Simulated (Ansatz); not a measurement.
## A series in volume per atom on Pt

Equation of state of a cubic crystal from periodic Kohn-Sham density functional theory without spin; pressure corrected for the finite basis. The results are calculated, by Ansatz 0.2.0 development build.

Cell of the first row (space group Fm-3m, No. 225):
```
CELL_PARAMETERS angstrom
0.00000 1.94500 1.94500
1.94500 0.00000 1.94500
1.94500 1.94500 0.00000
ATOMIC_POSITIONS crystal
Pt 0.00000 0.00000 0.00000
```

Settings of every row: formula Pt; structure type fcc; functional PBE; spin treatment none; k mesh 16x16x16; occupation method fermi-dirac; occupation width 0.061225619 eV; wave cutoff 420 eV; datasets soft-1 PAW; density cutoff ratio 4.

Limits: modest k-mesh, values are not fully converged in k; no spin-orbit coupling, which can matter with elements this heavy.

| row | volume per atom (Å³) | pressure (GPa) | energy above lowest point (meV/atom) |
| --- | --- | --- | --- |
| 1 | 14.716 | 17.941 | 48.67 |
| 2 | 15.029 | 11.112 | 20.42 |
| 3 | 15.342 | 5.104 | 4.7 |
| 4 | 15.656 | ? | ? |
| 5 | 15.969 | -4.817 | 4.98 |
| 6 | 16.282 | -8.886 | 18.46 |
| 7 | 16.595 | -12.444 | 39.37 |

Question: what pressure should row 4 give?

Worked fit of pressure. Take u = (V_r/V)^(2/3) − 1 with V_r = 15.655 Å³ an atom, which is twice the finite (Eulerian) strain; such expansions in the strain, on which the Birch-Murnaghan equation of state is built, carry the rest volume and the bulk modulus. The shown rows have u = 0.0421, 0.02758, 0.01356, -0.01315, -0.02584, -0.03813. Least squares give pressure = −0.1729 + 370.784 × u + 1345.04 × u² + 1612 × u³ GPa; a parabola predicts inner rows, each left out in turn, worse (root mean square 0.037 against 0.0051 GPa). The rows lie off it by 0.000, 0.002, -0.002, 0.003, -0.002, 0.001. The pressure vanishes at u = 0.0005, or V = 15.64 Å³ an atom, and there the bulk modulus at fixed shape and fractions is B = −V dP/dV = (2/3)(1 + u) dP/du = 248 GPa. The withheld row has u = -4e-05, so the fit gives −0.1729 + 370.784 × (-4e-05) + 1345.04 × (-4e-05)² + 1612 × (-4e-05)³ = -0.188 GPa.

The calculation gave -0.178 GPa. The fit lies 0.010 GPa (5.6 % of the value, 0.033 % of the column's range) below it; its largest miss of a shown row is 0.003 GPa.

The other values of row 4: energy above lowest point 0 meV/atom.
